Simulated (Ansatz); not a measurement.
Redistribution: C3H7Br + C2H8Si → C3H10Si + C2H5Br

Species: C3H7Br (2-bromopropane) `CC(C)Br`, singlet; C2H8Si `CC[SiH3]`, singlet; C3H10Si `CC(C)[SiH3]`, singlet; C2H5Br (bromoethane) `CCBr`, singlet. The partners trade Br for SiH3; both sit on C, so the bond types are kept.

Shapes, held fixed at every level: PBE0-D4/def2-TZVP. Programs: Ansatz 0.2.0. The zero-point and thermal change to 298 K, harmonic and unscaled (PBE0-D4/def2-TZVP), is +0.4 kJ/mol.

```tsv
level	kind	ΔH(298 K) (kJ/mol)	less CCSD(T)/def2-TZVPP
HF/def2-SVP	Hartree–Fock	+14.9	+0.8
BHLYP-D4/def2-TZVPP	global hybrid	+13.7	-0.4
PBE0-D4/def2-TZVPP	global hybrid	+13.2	-0.9
wB97M-V/def2-TZVPP	range-separated hybrid	+13.7	-0.4
B2PLYP/def2-TZVPP	double hybrid	+14.6	+0.5
MP2/def2-SVP	perturbation theory	+15.4	+1.3
MP2/def2-TZVPP	perturbation theory	+15.1	+1.0
CCSD(T)/def2-TZVPP	coupled cluster or CI	+14.1	0.0
```

The highest level, CCSD(T)/def2-TZVPP, gives ΔH(298 K) = +14.1 kJ/mol; the levels span +13.2 to +15.4. The column of differences is taken from that level and isn't an error. No measured value is set beside it here. Relativity is left out for Br unless named. Correlated rows may include outer-core shells of Br, which these sets cover unevenly.

The exchange is endothermic at every level, so the pairing of bromine with isopropyl and silyl with ethyl is favoured in enthalpy. The likely reason is the opposite polarity of the two bonds to carbon. Bromine draws charge from its carbon, and the extra methyl group of the secondary centre eases that demand through polarisation and hyperconjugation. Silicon is more electropositive than carbon and leaves the attached carbon electron-rich, so added alkyl substitution there brings less benefit. Moving bromine to the primary carbon therefore costs more than silyl gains by taking the secondary one.

Hartree–Fock already gives +14.9 kJ/mol, against +14.1 with coupled cluster, which suggests that the preference is set mainly by mean-field electronic structure rather than by correlation or dispersion. The zero-point and thermal part, +0.4 kJ/mol, is too small to be its source. The close agreement among levels probably reflects cancellation of errors between like bonds. The net enthalpy can't show how much of the preference belongs to bromine and how much to silyl.
